Appendix: commensurability in a four-site cell

Model. Take a chain with spacing a, hopping −t (band −2t cos ka, width W = 4t), two spins, and site energies V_j = 2Δ cos(Qja + φ), with Q = 2πp/(Ma) and p, M coprime. In the basis k + mQ the potential is a hopping Δe^(±iφ) round a ring of M states, so φ enters the spectrum only through the full loop, as Δ^M cos Mφ (Chambers' relation).

For M = 4, p = 1 the site energies are 2Δ(cos φ, −sin φ, −cos φ, sin φ), and the 4×4 Bloch determinant gives

E⁴ − 4AE² + 4X² = 0, A = t² + Δ², X² = t⁴ sin²2ka + Δ⁴ sin²2φ.

The four folded bands are ±E₊ and ±E₋, with E± = √(A+X) ± √(A−X).

Gaps. At k = Q/2,

G₁ = 2√(A − √(t⁴ + Δ⁴ sin²2φ)) ≈ 2Δ[1 − Δ²(1 − cos 4φ)/(8t²)].

The cos 4φ term is the interference of the path Q, amplitude Δe^(iφ), with the path −3Q, amplitude Δ³e^(−3iφ)/(8t²), whose two intermediate states each lie 2√2 t higher. At k = Q,

G₂ = 2[√(A + Δ²|sin 2φ|) − √(A − Δ²|sin 2φ|)] ≈ 2Δ²|sin 2φ|/t.

The paths 2Q and −2Q pass through energies −2t and +2t and cancel at φ = 0. At k = 3Q/2, G₃ = G₁, since 3Q ≡ −Q. The rule G_n ~ Δ(Δ/W)^(n−1) therefore holds on a lattice with n replaced by min(n, M−n).

Lock-in energy. With one band full, or three (the trace vanishes), the energy per site is e = −⟨E₊⟩/2, averaged over k. A harmonic lattice energy ⟨V²⟩/2g = Δ²/g is independent of φ. With R = √(A² − X²), E₊² = 2(A+R), so ∂e/∂(sin²2φ) = (Δ⁴/4)⟨1/(E₊R)⟩. Near the zone edge 1/R → 1/(t²|cos 2ka|), cut off at √2 Δ/t, and for Δ ≪ t

e = const − U cos 4φ, U = Δ⁴L/(4√2 π t³) = 3.60 (Δ²/W)(Δ/W)² L,
L = ln(4√2 t/Δ) − √2 ln(1+√2) = ln(1.63 t/Δ).

The general scaling (Δ²/W)(Δ/W)^(M−2) cos Mφ of Lee, Rice and Anderson (1974) is recovered, times the Peierls logarithm. The minimum, φ = 0, has the largest G₁.

Second harmonic. A staggered term η(−1)^j adds −8EηΔ² cos 2φ to the determinant, and so changes e by ±bη cos 2φ, with b = (Δ²/2)⟨1/R⟩ ≈ Δ²L₂/(πt²) and L₂ = ln(2√2 t/Δ). Assume the same g at Q and 2Q. Stationarity in Δ gives 1/g = ⟨E₊/R⟩/4 ≈ ln(4√2 t/Δ)/(√2 πt). The cost η²/2g, less the band response η² ln(1+√2)/(2πt), is κη² with κ = L/(2√2 πt). Relaxing η gains b² cos²2φ/(4κ), which adds U₂ = 2(L₂/L)²U with the same sign.

Numbers. Blue bronze K0.3MoO3 has, typically, a Peierls transition near 180 K, a chain period near 7.56 Å, a wave vector near 0.75 of 2π/a (three bands full) and a gap near 0.1 eV. Take Δ = 0.05 eV, chosen to give that gap, and an illustrative t = 0.25 eV (W = 1 eV); the cell is 30 Å long.

quantity | exact | leading order
G₁(φ = π/4), meV | 99.0 | 99.0
G₂(φ = π/4), meV | 19.6 | 20.0
e(π/4) − e(0), μeV per site | 93 | 94

The bare estimate Δ⁴/W³ is 6.25 μeV; with L = 2.10 the model's U is 47 μeV, and the barrier corresponds to 1.1 K per site. With L₂ = 2.65, U₂ ≈ 3U, so U + U₂ ≈ 0.2 meV, and the prefactor depends on the lattice stiffness at 2Q. These energies are the model's. The material nests two chain bands against each other, its wave vector typically approaches 3/4 on cooling without a clear lock-in, and impurities dominate the pinning of its phase.